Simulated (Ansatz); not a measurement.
Level of theory: Ansatz, DFT PBE, scalar-relativistic, plane waves, PAW. Cutoff 420 eV, Γ-centred meshes of about 0.25 Å⁻¹ or finer for metals and 0.3 Å⁻¹ for insulators (2π included), Gaussian smearing. These runs have no spin polarisation.

All energies are static (0 K, no zero-point motion).

Compare these two cells of Ti2Cl, each relaxed at this level.

A. Space group R-3m (No. 166), trigonal, a = 3.125 Å, c = 42.591 Å. Ti on its first site has 3 Cl at 2.45 Å, 3 Ti at 2.83 Å and 6 Ti at 3.13 Å; Ti on its second site has 6 Ti at 2.83–2.88 Å and 6 Ti at 3.13 Å; around Cl lie 3 Ti at 2.45 Å.

B. Space group P-3m1 (No. 164), trigonal, a = 3.107 Å, c = 14.363 Å. Ti on its first site has 3 Cl at 2.45 Å, 3 Ti at 2.84 Å and 6 Ti at 3.11 Å; around Ti on its second site lie 12 Ti at 2.84–3.11 Å; around Cl lie 3 Ti at 2.45 Å and 6 Cl at 3.11 Å.

Problem. Which is lower in energy, and by how much?

Solution. A is lower, by 26 meV/atom. A has space group R-3m (No. 166), 20.0 Å³/atom and no gap on its mesh; B has space group P-3m1 (No. 164), 20.0 Å³/atom and no gap. Counting Cl atoms around Ti (those within 1.25 times the shortest such distance or 1.15 times the sum of covalent radii; a plus sign parts nearer from farther groups; the shortest distance is added where it exceeds 1.18 times the sum of covalent radii; a slash parts the counts of unlike sites), A has Ti 3/3+3 from 4.2 Å and B has Ti 3/3+3 from 4.3 Å. Both come from trial cells of a structure search.

The k mesh leaves some 4 meV/atom of noise in the energy of each metallic cell. Weakly bound directions are ill-defined at this level, which has no dispersion term (R-3m, P-3m1), and this can change margins and order among such cells. Trial moments fell under 0.15 μB along the way in R-3m and P-3m1; another start might hold them. Cells relaxed within their symmetry can be saddle points.

Cell A is favoured, but the two cells share almost the same local bonding: Ti–Cl contacts of 2.45 Å, equal volumes per atom and one kind of Ti bound to Cl beside another surrounded by metal. This suggests chloride-capped slabs of close-packed titanium. Chlorine takes up only a small part of the titanium valence electrons, and the rest fill delocalised d states that bind the metal layers together, in keeping with the missing gap.

The Ti–Ti distances fall into a shorter set and a longer one near the lattice parameter a. Probably the crowded chloride sheets stretch the metal net in the plane, while the layers draw closer together to recover d–d overlap.

With first neighbours so alike, the energy difference probably comes from stacking, either of the metal layers within a slab or of slabs across the chloride gap, where the missing dispersion could also matter. The ordering of the two cells doesn't show that Ti2Cl would resist disproportionation into titanium and a higher chloride.
